Question: In the three-band kagome ferromagnet the magnon Chern numbers add to zero. Does the Berry curvature cancel at every k, and how does it scale with D/J?

Answer: It cancels at every k. Take Ω_n = −2 Im⟨∂x u_n|∂y u_n⟩ and C_n = (1/2π)∫Ω_n d²k. For non-degenerate levels spanning a k-independent space, Ω_n = Σ_{m≠n} Ω_nm, where Ω_nm = −2 Im[⟨n|∂xH|m⟩⟨m|∂yH|n⟩]/(ε_n−ε_m)². Swapping n and m conjugates the bracket, so Ω_mn = −Ω_nm, ΣΩ_n = 0 and ΣC_n = 0. For any weights, Σ w_nΩ_n = Σ_{n<m}(w_n−w_m)Ω_nm, so a filled group (w = 1, else 0) keeps only occupied-empty pairs. With pairing terms (non-collinear canting, or an anisotropy that breaks rotation symmetry about the moment) the complete set includes the hole branches.

Model. Moments and D along z, linear spin waves: H_jj = 4JS+h, H_{j,j+1} = −2S(J+iD)cos(k·a_j) cyclically, with bond vectors a_1, a_2, a_3 of length a at 0°, 120°, 240°.

Dimensions. Eigenvectors ignore h and the energy scale, so Ω_n = a²f_n(ka, d), d = D/J.

Zone corner K, exact for 0 < d < √3 (bands numbered upward; H is circulant at the equivalent point (4π/3a, 0)):
Ω_12 = a²/(2d²)
Ω_23 = (a²/2)[(1+√3d)/(√3−d)]²
Ω_31 = (a²/2)[(1−√3d)/(√3+d)]²

Small d. At K the 1–2 gap is 2√3DS and the velocity √3JSa/ħ: a peak of width d/a and flux π per valley, with Ω_1 = a²[1/(2d²) − 1/6 + O(d)] and Ω_3 ≈ −8da²/(3√3). At Γ, ∂H = 0 and the curvature vanishes. The quadratic 2–3 touching opens by 4√3DS, and Ω_23 ≈ a²μs/(μ²+s²)^(3/2), with μ = 2√3d and s = (ka)²/2. This is a ring at (ka)² = 2√6d, of height a²/(9d) and flux 2π; one leading correction is μ → μ[1−(ka)²/4]. Hence C = (+1, 0, −1), band 2 collecting −2π and +2π.

Crossovers. The ring reaches ka = 1 at d = 1/√24 ≈ 0.20, where the small-k form fails. At d = 1/√3 ≈ 0.58 a constant gauge change turns H − 4JS − h into a k-dependent field acting on a spin 1: Ω_2 = 0 and Ω_1 = −Ω_3 everywhere, 3a²/2 at K. At d = √3 ≈ 1.73 both gaps close, Ω_23(K) ≈ 8a²/(√3−d)².

Large d. Stability needs h > 2√3DS − 6JS. Gauge change plus conjugation maps θ = arctan d to 2π/3 − θ with Ω reversed, so C = (−1, 0, +1) and Ω(K)/a² = −3/2 + 4√3/d, −8√3/d, 3/2 + 4√3/d, up to O(1/d²).

Temperature. Magnons fill nothing; the thermal Hall conductivity is ∝ TΣ∫c₂Ω_n with c₂(x) = ∫_x^∞ t²dt/[4sinh²(t/2)], x = ε/kT. For x ≫ 1, c₂ ≈ x²e^(−x) and the K peaks, near 3JS+h, are frozen out. For x ≪ 1, c₂ = π²/3 − x + x³/36: the sum rule removes the term ∝ T and the leading h dependence, leaving a plateau set by Σ∫ε_nΩ_n d²k ≈ −12√3π DS ln(1/d), to logarithmic accuracy at small d.

Numbers. Approximate inputs typical of Cu(1,3-bdc) polarised along z: J = 0.6 meV, d = 0.15, S = 1/2, a = 4.55 Å. The model's gaps are 0.16 meV (K) and 0.31 meV (Γ). At K, Ω_12, Ω_23, Ω_31 = 22.222, 0.317, 0.077 a², so Ω_1, Ω_2, Ω_3 = 22.145, −21.905, −0.240 a² (small-d form of the last: −0.231); Ω_1 ≈ 4.6×10² Å². The small-k form puts the ring near ka ≈ 0.9 with height 0.74a², but the correction lowers μ there by the fraction 0.18. Diagonalising H at that radius along x gives a 2–3 gap of 1.09JS, against 2JS(μ²+s²)^(1/2) = 1.27JS from the small-k form, and Ω_23 ≈ 1.0a², about 1.3 times the small-k height. Since ln(1/d) = 1.9, the uncomputed non-logarithmic term rivals the plateau estimate. The thermal crossover at h = 0 lies near 3JS/k_B ≈ 10 K, well above the compound's typical zero-field ordering temperature of about 2 K, so the plateau belongs to the non-interacting model only.